**Ionisation energies of +12 ions with open 2p, 3p and 3d shells: configuration averages against ground levels**

The table holds ΔSCF ionisation energies from a B-spline radial Dirac-Coulomb Hartree-Fock code with first-order Breit, QED and recoil terms, averaged over the nl configuration and over the jj configuration that fills the lower j first, beside NIST ground-level values. The program diagonalises Slater repulsion plus spin-orbit coupling within each open shell, with integrals taken from the Cu and Se runs or, for 2p, estimated from the Sc run, and scaled to the other rows, and fits nothing to NIST. The model reproduces the difference of the two averages to 0.07 eV rms and splits it into spin-orbit and repulsion parts. The jj average lowers the rms error against NIST only from 4.3 to 4.0 eV, while the shift to the lowest level lowers it to 1.9 eV, with Co12+ still 5.0 eV low. The output also lists the Hund-term shift without spin-orbit coupling, the effect of 10 % smaller Slater integrals, relaxation for three rows and the Breit, QED and recoil contribution of at most 0.33 eV.

Calculated values. Ions of charge +12 from K to Kr, B-spline radial atomic code 1: Dirac-Coulomb Hartree-Fock at the basis limit, Fermi nucleus, averaged over the nl configuration or over the jj configuration that fills j = l − 1/2 first. Both IE columns are differences of self-consistent energies with first-order Breit, QED and recoil terms. NIST values run between ground levels.

## Script

```python
# Table: IE (eV) of +12 ions, B-spline radial code, Dirac-Coulomb HF + Breit/QED/recoil, Delta-SCF, nl average
# and low-j-first jj average, beside NIST. Tested: H = sum F^k V_k + zeta l.s in l^q (nothing fitted to NIST).
T = {
    'ion': ['K12+', 'Ca12+', 'Sc12+', 'Mn12+', 'Fe12+', 'Co12+', 'Ni12+', 'Cu12+', 'Ga12+', 'Ge12+', 'As12+', 'Se12+', 'Br12+', 'Kr12+'],
    'Z': [19, 20, 21, 25, 26, 27, 28, 29, 31, 32, 33, 34, 35, 36],
    'N': [7, 8, 9, 13, 14, 15, 16, 17, 19, 20, 21, 22, 23, 24],
    'configuration': ['[He] 2s2 2p3', '[He] 2s2 2p4', '[He] 2s2 2p5', '[Ne] 3s2 3p1', '[Ne] 3s2 3p2', '[Ne] 3s2 3p3', '[Ne] 3s2 3p4', '[Ne] 3s2 3p5', '[Ar] 3d1', '[Ar] 3d2', '[Ar] 3d3', '[Ar] 3d4', '[Ar] 3d5', '[Ar] 3d6'],
    'jj_cfg': ['(2p1/2)2 (2p3/2)1 → (2p1/2)2', '(2p1/2)2 (2p3/2)2 → (2p1/2)2 (2p3/2)1', '(2p1/2)2 (2p3/2)3 → (2p1/2)2 (2p3/2)2', '(3p1/2)1 → closed', '(3p1/2)2 → (3p1/2)1', '(3p1/2)2 (3p3/2)1 → (3p1/2)2', '(3p1/2)2 (3p3/2)2 → (3p1/2)2 (3p3/2)1', '(3p1/2)2 (3p3/2)3 → (3p1/2)2 (3p3/2)2', '(3d3/2)1 → closed', '(3d3/2)2 → (3d3/2)1', '(3d3/2)3 → (3d3/2)2', '(3d3/2)4 → (3d3/2)3', '(3d3/2)4 (3d5/2)1 → (3d3/2)4', '(3d3/2)4 (3d5/2)2 → (3d3/2)4 (3d5/2)1'],
    'ie_nl': [708.178, 734.653, 761.258, 341.076, 356.164, 371.379, 386.721, 402.192, 355.671, 363.764, 371.805, 379.795, 387.736, 395.627],  # eV
    'ie_jj': [708.424, 734.204, 760.077, 342.364, 356.189, 371.097, 386.08, 401.168, 356.138, 364.599, 373.018, 381.395, 386.255, 394.242],  # eV
    'diff': [0.25, -0.45, -1.18, 1.29, 0.03, -0.28, -0.64, -1.02, 0.47, 0.84, 1.21, 1.6, -1.48, -1.39],  # eV
    'tab': [714.7, 728.6, 757.7, 343.6, 361.0, 378.5, 384.5, 401.0, 356.0, 367.0, 375.0, 383.0, 393.0, 391.0],  # eV
    'tab_kind': ['semi-empirical', 'semi-empirical', 'semi-empirical', 'semi-empirical', 'semi-empirical', 'semi-empirical', 'semi-empirical', 'semi-empirical', 'theory', 'theory', 'theory', 'theory', 'theory', 'theory'],
    'unc': [0.5, 1.1, 1.0, 0.7, 0.7, 0.7, 0.5, 0.3, 3.0, 3.0, 3.0, 3.0, 3.0, 4.0],  # eV
}
import numpy as np, itertools, functools
from sympy.physics.wigner import wigner_3j as w3
from scipy.constants import physical_constants as pc
Eh = pc['Hartree energy in eV'][0]
def lift(h, n):  # one-body operator in the determinants of n electrons
    D = list(itertools.combinations(range(len(h)), n)); ix = {d: i for i, d in enumerate(D)}; M = np.zeros((len(D), len(D)))
    for j, d in enumerate(D):
        for a, q in enumerate(d):
            r = d[:a] + d[a+1:]
            for p in np.nonzero(h[:, q])[0]:
                if p not in r:
                    b = sum(x < p for x in r); M[ix[r[:b] + (int(p),) + r[b:]], j] += (-1)**(a+b)*h[p, q]
    return M
@functools.lru_cache(None)
def ops(l, n):
    m = list(range(-l, l+1)); lp = np.diag([np.sqrt(l*(l+1) - x*(x+1)) for x in m[:-1]], -1); sp = np.array([[0, 0], [1., 0]])
    S = lift(np.kron(np.diag(m), np.diag([-.5, .5])) + .5*(np.kron(lp, sp.T) + np.kron(lp.T, sp)), n); V = []
    for k in range(2, 2*l+1, 2):
        C = [np.array([[float((-1)**abs(a)*(2*l+1)*w3(l, k, l, 0, 0, 0)*w3(l, k, l, -a, q, b)) if a == q+b else 0. for b in m] for a in m]) for q in range(-k, k+1)]
        A = [lift(np.kron(c, np.eye(2)), n) for c in C]; v = .5*sum(x @ x.T for x in A)
        V.append(v - np.trace(v)/len(v)*np.eye(len(v)))
    e, U = np.linalg.eigh(S)
    return S, V, U[:, e < e[0] + 1e-8], e[0]
def lev(l, n, F, z):  # relative to nl average: jj spin-orbit part, jj repulsion part, LS term, lowest level; jj weight
    S, V, P, e0 = ops(l, n); W = sum(f*v for f, v in zip(F, V)); e, U = np.linalg.eigh(W + z*S)
    return np.array([z*e0, np.trace(P.T @ W @ P)/P.shape[1], np.linalg.eigvalsh(W)[0], e[0]]), np.sum((P.T @ U[:, 0])**2)
# typed from further outputs of the same runs: <r>, Slater integrals, orbital/total energies, Breit and self-energy shifts
z2, z3, zd = 5/((.2923108 + 2*.294424)/3), 12.5/((.6250024 + 2*.630673)/3), 10.5/(.4*.508487 + .6*.5106796)
anc = {'2p': (21, z2, [45/512*z2*Eh], 2*(691.9643-691.905)*Eh - (.5685-.3722-.0043-.0076)/1.5),
       '3p': (29, z3, [19.75141], ((14.91188-14.77227)*Eh - (.3046-.2199-.0009-.0071))/1.5),
       '3d': (34, zd, [24.21518, 15.47948], ((14.06826-14.02177)*Eh - (.2339-.1624-.0017-.0023))/2.5)}
dc = np.array([708.408, 734.9286, 761.584, 341.1787, 356.2792, 371.5075, 386.8642, 402.3502, 355.6762, 363.7751, 371.8234, 379.8215, 387.7704, 395.6709])  # Dirac-Coulomb IE, nl
relax = {'Sc(jj)': 28.03562*Eh - 760.3306, 'Cu(nl)': (14.91188 + 2*14.77227)/3*Eh - dc[7], 'Se(nl)': (.4*14.06826 + .6*14.02177)*Eh - dc[11]}
nl, jj, df, tab, unc, Z = (np.array(T[k], float) for k in ('ie_nl', 'ie_jj', 'diff', 'tab', 'unc', 'Z'))
last = [c.split()[-1] for c in T['configuration']]; sh = np.array([s[:2] for s in last]); q = [int(s[2:]) for s in last]
def model(i, s=1.):
    Za, za, F, zt = anc[sh[i]]; l = 'spd'.index(sh[i][1]); a = za + .65*(Z[i] - Za); b = a + .35
    (x, w), (y, _) = (lev(l, n, [s*f*u/za for f in F], zt*Z[i]/Za*(u/za)**3) for n, u in ((q[i], a), (q[i]-1, b)))
    return list(y - x) + [w, F[0]*a/za, zt*Z[i]/Za*(a/za)**3]
M = np.array([model(i) for i in range(len(Z))]); M9 = np.array([model(i, .9) for i in range(len(Z))])
dm = M[:, 0] + M[:, 1]; E = {'nl': nl-tab, 'jj': jj-tab, 'nl+LS': nl+M[:, 2]-tab, 'nl+level': nl+M[:, 3]-tab, 'level,0.9F': nl+M9[:, 3]-tab}
rms = lambda x: np.sqrt(np.mean(x**2))
for s, a in anc.items(): print(f"anchor {s}: Z={a[0]} Zeff(<r>)={a[1]:.2f} F^k={np.round(a[2], 2)} eV zeta={a[3]:.3f} eV")
print("A (eV): ion shell F2 zeta | diff model = SO + repulsion, resid | Breit+QED+recoil, jj weight of level")
for i in range(len(Z)): print(f"{T['ion'][i]:5s} {last[i]} {M[i,5]:.1f} {M[i,6]:.2f} | {df[i]:+.2f} {dm[i]:+.2f} = {M[i,0]:+.2f} {M[i,1]:+.2f}, {dm[i]-df[i]:+.2f} | {nl[i]-dc[i]:+.3f} {M[i,4]:.2f}")
print(f"diff model: rms {rms(dm-df):.2f} eV, worst {T['ion'][np.argmax(abs(dm-df))]}; rounding of diff 0.005, NIST 0.05 (p) or 0.5 (d) eV")
print("B (eV): ion | shift LS, level | calc-NIST: nl (%), jj, nl+LS, nl+level, level 0.9F | unc, level/unc")
for i in range(len(Z)): print(f"{T['ion'][i]:5s} | {M[i,2]:+.2f} {M[i,3]:+.2f} | {E['nl'][i]:+.2f} ({100*E['nl'][i]/tab[i]:+.2f}) " + ' '.join(f"{E[k][i]:+.2f}" for k in list(E)[1:]) + f" | {unc[i]:.1f} {E['nl+level'][i]/unc[i]:+.1f}")
for s in ('2p', '3p', '3d', 'all'):
    k = (sh == s) | (s == 'all')
    print(f"{s} rms/mean/max eV: " + '; '.join(f"{n} {rms(e[k]):.2f}/{e[k].mean():+.2f}/{abs(e[k]).max():.2f}" for n, e in E.items()))
fit = {s: np.polyfit(Z[sh == s], nl[sh == s], 1) for s in anc}
print("IE(nl) slope eV/Z (max dev. from line): " + ', '.join(f"{s} {p[0]:.2f} ({abs(np.polyval(p, Z[sh==s])-nl[sh==s]).max():.2f})" for s, p in fit.items()))
print("NIST steps eV per row: " + '; '.join(f"{s} {np.round(np.diff(tab[sh==s]), 1)}" for s in anc))
print("relaxation (Koopmans - Delta-SCF, Dirac-Coulomb) eV: " + ', '.join(f"{k} {v:.2f}" for k, v in relax.items()))
print(f"jj nearer NIST than nl in {np.sum(abs(E['jj']) < abs(E['nl']))} of {len(Z)} rows; max|diff| {abs(df).max():.2f}, max|Breit+QED+recoil| {abs(nl-dc).max():.2f} eV; largest matrix {len(ops(2, 5)[0])}")
past = np.array([q[i] > 2*'spd'.index(sh[i][1]) + 1 for i in range(len(Z))])
assert np.all((E['nl'] > 0) == past)
assert abs(dm - df).max() < 0.4
assert rms(E['nl+level']) < rms(E['jj']) and rms(E['nl+level']) < rms(E['nl'])
assert abs(df[sh == '3d']).max() < unc[sh == '3d'].min()
```

Output:

```
anchor 2p: Z=21 Zeff(<r>)=17.02 F^k=[40.71] eV zeta=3.104 eV
anchor 3p: Z=29 Zeff(<r>)=19.88 F^k=[19.75] eV zeta=2.482 eV
anchor 3d: Z=34 Zeff(<r>)=20.60 F^k=[24.22 15.48] eV zeta=0.479 eV
A (eV): ion shell F2 zeta | diff model = SO + repulsion, resid | Breit+QED+recoil, jj weight of level
K12+  2p3 37.6 2.21 | +0.25 +0.16 = -1.41 +1.57, -0.09 | -0.230 0.30
Ca12+ 2p4 39.2 2.63 | -0.45 -0.50 = -1.57 +1.08, -0.05 | -0.276 0.81
Sc12+ 2p5 40.7 3.10 | -1.18 -1.19 = -1.75 +0.55, -0.01 | -0.326 1.00
Mn12+ 3p1 17.2 1.40 | +1.29 +1.40 = +1.40 -0.00, +0.11 | -0.103 1.00
Fe12+ 3p2 17.8 1.63 | +0.03 +0.11 = +1.53 -1.43, +0.08 | -0.115 0.82
Co12+ 3p3 18.5 1.89 | -0.28 -0.39 = -1.16 +0.77, -0.11 | -0.128 0.38
Ni12+ 3p4 19.1 2.17 | -0.64 -0.74 = -1.27 +0.52, -0.10 | -0.143 0.87
Cu12+ 3p5 19.8 2.48 | -1.02 -1.11 = -1.37 +0.27, -0.09 | -0.158 1.00
Ga12+ 3d1 21.9 0.32 | +0.47 +0.49 = +0.49 -0.00, +0.02 | -0.005 1.00
Ge12+ 3d2 22.7 0.37 | +0.84 +0.86 = +0.53 +0.33, +0.02 | -0.011 0.78
As12+ 3d3 23.5 0.42 | +1.21 +1.25 = +0.57 +0.68, +0.04 | -0.018 0.44
Se12+ 3d4 24.2 0.48 | +1.60 +1.65 = +0.61 +1.04, +0.05 | -0.026 0.33
Br12+ 3d5 25.0 0.54 | -1.48 -1.47 = -0.70 -0.77, +0.01 | -0.034 0.06
Kr12+ 3d6 25.7 0.61 | -1.39 -1.38 = -0.76 -0.63, +0.01 | -0.044 0.29
diff model: rms 0.07 eV, worst Mn12+; rounding of diff 0.005, NIST 0.05 (p) or 0.5 (d) eV
B (eV): ion | shift LS, level | calc-NIST: nl (%), jj, nl+LS, nl+level, level 0.9F | unc, level/unc
K12+  | +8.92 +6.35 | -6.52 (-0.91) -6.28 +2.40 -0.17 -1.08 | 0.5 -0.3
Ca12+ | -9.70 -8.40 | +6.05 (+0.83) +5.60 -3.65 -2.35 -1.39 | 1.1 -2.1
Sc12+ | -4.99 -5.53 | +3.56 (+0.47) +2.38 -1.43 -1.98 -1.52 | 1.0 -2.0
Mn12+ | -0.00 +1.40 | -2.52 (-0.73) -1.24 -2.52 -1.12 -1.12 | 0.7 -1.6
Fe12+ | +2.14 +2.46 | -4.84 (-1.34) -4.81 -2.70 -2.38 -2.55 | 0.7 -3.4
Co12+ | +4.39 +2.15 | -7.12 (-1.88) -7.40 -2.73 -4.97 -5.42 | 0.7 -7.1
Ni12+ | -4.71 -3.70 | +2.22 (+0.58) +1.58 -2.49 -1.48 -1.04 | 0.5 -3.0
Cu12+ | -2.41 -2.99 | +1.19 (+0.30) +0.17 -1.22 -1.80 -1.60 | 0.3 -6.0
Ga12+ | +0.00 +0.49 | -0.33 (-0.09) +0.14 -0.33 +0.16 +0.16 | 3.0 +0.1
Ge12+ | +2.82 +3.05 | -3.24 (-0.88) -2.40 -0.42 -0.19 -0.47 | 3.0 -0.1
As12+ | +3.00 +2.97 | -3.19 (-0.85) -1.98 -0.20 -0.23 -0.53 | 3.0 -0.1
Se12+ | +3.19 +2.96 | -3.20 (-0.84) -1.61 -0.02 -0.25 -0.55 | 3.0 -0.1
Br12+ | +6.34 +5.34 | -5.26 (-1.34) -6.75 +1.07 +0.07 -0.58 | 3.0 +0.0
Kr12+ | -6.97 -6.35 | +4.63 (+1.18) +3.24 -2.34 -1.73 -1.03 | 4.0 -0.4
2p rms/mean/max eV: nl 5.53/+1.03/6.52; jj 5.05/+0.57/6.28; nl+LS 2.65/-0.89/3.65; nl+level 1.78/-1.50/2.35; level,0.9F 1.34/-1.33/1.52
3p rms/mean/max eV: nl 4.17/-2.21/7.12; jj 4.05/-2.34/7.40; nl+LS 2.40/-2.33/2.73; nl+level 2.72/-2.35/4.97; level,0.9F 2.86/-2.35/5.42
3d rms/mean/max eV: nl 3.66/-1.77/5.26; jj 3.37/-1.56/6.75; nl+LS 1.08/-0.37/2.34; nl+level 0.73/-0.36/1.73; level,0.9F 0.61/-0.50/1.03
all rms/mean/max eV: nl 4.30/-1.33/7.12; jj 4.02/-1.38/7.40; nl+LS 2.02/-1.18/3.65; nl+level 1.88/-1.32/4.97; level,0.9F 1.86/-1.34/5.42
IE(nl) slope eV/Z (max dev. from line): 2p 26.54 (0.04), 3p 15.28 (0.13), 3d 7.99 (0.08)
NIST steps eV per row: 2p [13.9 29.1]; 3p [17.4 17.5  6.  16.5]; 3d [11.  8.  8. 10. -2.]
relaxation (Koopmans - Delta-SCF, Dirac-Coulomb) eV: Sc(jj) 2.56, Cu(nl) 0.89, Se(nl) 2.24
jj nearer NIST than nl in 12 of 14 rows; max|diff| 1.60, max|Breit+QED+recoil| 0.33 eV; largest matrix 252
```
